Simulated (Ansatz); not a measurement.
**Redistribution: C2H9B2N + C3H7Br → CH7B2N + C4H9Br**

Gas-phase species: C2H9B2N `BN(B)CC`, singlet; C3H7Br (1-bromopropane) `CCCBr`, singlet; CH7B2N `BN(B)C`, singlet; C4H9Br (1-bromobutane) `CCCCBr`, singlet. The partners trade CH3 for H; both sit on C, so the bond types are kept.

Shapes, held fixed at every level: PBE0-D4/def2-TZVP. Flexible molecules stand in one conformer, not always the lowest. Programs: Ansatz 0.2.0. Electronic energies: no zero-point or thermal term.

Task: Estimate ΔE of this reaction.

Result: The highest level, CCSD(T)/def2-TZVPP, gives ΔE = +10.1 kJ/mol; the levels span +8.3 to +10.8. The column of differences is taken from that level and isn't an error. No measured value is set beside it here. Relativity is left out for Br. Outer-core shells of Br are correlated, in sets that cover them unevenly.

```tsv
level	kind	ΔE (kJ/mol)	less CCSD(T)/def2-TZVPP
HF/def2-TZVPP	Hartree–Fock	+8.3	-1.8
r2SCAN-D4/def2-TZVPP	meta-GGA	+10.8	+0.7
PBE0-D4/def2-TZVPP	global hybrid	+10.1	0.0
wB97M-V/def2-TZVPP	range-separated hybrid	+10.2	+0.1
wB97X-V/def2-TZVPP	range-separated hybrid	+9.9	-0.2
B2PLYP/def2-TZVPP	double hybrid	+9.6	-0.5
CCSD/def2-TZVPP	coupled cluster or CI	+9.7	-0.4
CCSD(T)/def2-TZVPP	coupled cluster or CI	+10.1	0.0
```

Moving the methyl group from the ethyl chain on nitrogen to the far end of the bromoalkane is uphill at every level, by +10.1 kJ/mol with CCSD(T). Since the bond types are kept, the energy reflects the surroundings of the transferred group. In the diborylamine it sits on the carbon bound to nitrogen, whereas in 1-bromobutane it extends the chain well away from bromine, where the halogen has little influence.

The preference for the first site probably arises because the nitrogen lone pair is delocalised into the empty boron p orbitals. This makes the amino group a stronger acceptor towards the adjacent carbon, which a polarisable, weakly donating methyl group then stabilises. Hartree–Fock already recovers most of the effect (+8.3 kJ/mol), so correlation reinforces the preference rather than creating it, plausibly through medium-range attraction between the methyl and boryl groups. The reaction energy alone cannot separate induction from hyperconjugation or direct contacts with boron.
